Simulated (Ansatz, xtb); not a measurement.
Two isomers of C4H7BN2Si

Structure X: `Bc1cnc([SiH3])nc1`, a singlet. Structure Y: `Bc1ncc([SiH3])cn1`, a singlet. Both are isolated molecules in the gas phase, relaxed with B3LYP-D3(BJ)/def2-SVP; the shapes shown needn't be the lowest conformers.

X (Å):

| atom | x (Å) | y (Å) | z (Å) |
| --- | --- | --- | --- |
| C | -1.4575 | 1.2954 | -1.1935 |
| C | -0.5491 | 0.3794 | -1.7656 |
| C | 0.7583 | 0.4106 | 0.1046 |
| C | -1.1215 | 1.7042 | 0.1148 |
| B | -2.7107 | 1.8022 | -1.9318 |
| N | 0.5388 | -0.0597 | -1.1374 |
| N | -0.0383 | 1.2761 | 0.7587 |
| Si | 2.2896 | -0.2460 | 1.0309 |
| H | -2.9493 | 1.4177 | -3.0495 |
| H | -3.4537 | 2.5840 | -1.3926 |
| H | -0.7241 | -0.0069 | -2.7776 |
| H | 1.8924 | -1.4857 | 1.7596 |
| H | 2.7593 | 0.7731 | 2.0074 |
| H | 3.3640 | -0.5697 | 0.0543 |
| H | -1.7681 | 2.4094 | 0.6520 |

Y (Å):

| atom | x (Å) | y (Å) | z (Å) |
| --- | --- | --- | --- |
| C | -0.7160 | 0.4276 | -2.1355 |
| C | -1.0752 | 0.1697 | 0.1171 |
| C | 0.0509 | 0.9519 | 0.4300 |
| C | 0.7545 | 1.4341 | -0.6882 |
| B | -1.1608 | 0.1315 | -3.6110 |
| N | -1.4570 | -0.0900 | -1.1298 |
| N | 0.3878 | 1.1842 | -1.9417 |
| Si | 0.5662 | 1.3367 | 2.2040 |
| H | -0.5160 | 0.5784 | -4.5221 |
| H | -2.1402 | -0.5373 | -3.8086 |
| H | -1.6904 | -0.2682 | 0.9141 |
| H | 0.1471 | 0.2120 | 3.0859 |
| H | -0.0885 | 2.5922 | 2.6723 |
| H | 2.0444 | 1.5122 | 2.2530 |
| H | 1.6574 | 2.0452 | -0.5595 |

Quicker runs give these differences E(Y) − E(X): GFN2-xTB +14.0 kJ/mol; HF/STO-3G +15.3 kJ/mol (at GFN2-xTB geometries); r2SCAN-D4/def2-SVP +19.1 kJ/mol (at GFN2-xTB geometries).

Q: Estimate E(Y) − E(X) at the level CCSD(T)/def2-SVP + ΔMP2/def2-TZVPP.

A: Calculated at CCSD(T)/def2-SVP + ΔMP2/def2-TZVPP: E(Y) − E(X) = +16.5 kJ/mol, so structure X lies lower.

The same difference at several levels:

| level | geometry | E(Y) − E(X) (kJ/mol) | departure from the last row (kJ/mol) | job, with rough time for the two |
| --- | --- | --- | --- | --- |
| GFN2-xTB | GFN2-xTB | +14.0 | −2.5 | optimisation, 0.15 s |
| HF/STO-3G | GFN2-xTB | +15.3 | −1.2 | single point, 0.62 s |
| r2SCAN-D4/def2-SVP | GFN2-xTB | +19.1 | +2.6 | single point, 5.1 s |
| B3LYP-D3(BJ)/def2-SVP | B3LYP-D3(BJ)/def2-SVP | +19.9 | +3.4 | optimisation, 43 s |
| HF/def2-SVP | B3LYP-D3(BJ)/def2-SVP | +23.5 | +6.9 | part of the CCSD(T) run |
| MP2/def2-SVP | B3LYP-D3(BJ)/def2-SVP | +14.0 | −2.5 | part of the CCSD(T) run |
| CCSD(T)/def2-SVP | B3LYP-D3(BJ)/def2-SVP | +17.1 | +0.5 | single point |
| CCSD(T)/def2-SVP + ΔMP2/def2-TZVPP | B3LYP-D3(BJ)/def2-SVP | +16.5 |  | single point, 84 s |

As drawn, both hold the same kinds of bond in the same numbers.

None of the levels shown reverses the order. The largest departure from CCSD(T)/def2-SVP + ΔMP2/def2-TZVPP is that of HF/def2-SVP, 6.9 kJ/mol. A small imaginary or near-zero mode remains, so no thermal terms are given. The last row adds to CCSD(T) the change of the MP2 difference between the two basis sets, here −0.5 kJ/mol.

The correlated steps freeze 12 core orbitals. Codes used: Ansatz 0.2.0, xtb 6.7.1; the last row on 2 threads of Intel(R) Xeon(R) 6975P-C (Granite Rapids) on a shared host.

Structure X, with boron on C5 of the pyrimidine ring and silicon on C2, lies 16.5 kJ/mol below Y, where the two groups are exchanged. The main cause is probably the boryl group, whose empty p orbital accepts π density from the ring. C5 is the least π-deficient carbon of pyrimidine, whereas C2 sits between two electronegative nitrogens and is a poorer donor. The coordinates fit this: BH2 lies in the ring plane in both isomers, but the C–B bond is shorter in X. Silyl has no comparably low-lying empty p orbital, so its π demand should be weaker; its C–Si bond is in fact the longer one in X.

At the same geometries and in the same basis, Hartree–Fock gives 23.5 kJ/mol, MP2 14.0 and CCSD(T) 17.1. Correlation therefore favours Y in relative terms, and MP2 overstates that shift, but the preference for X is already present at the mean-field level. The energy difference alone cannot separate the boryl contribution from the silyl one.
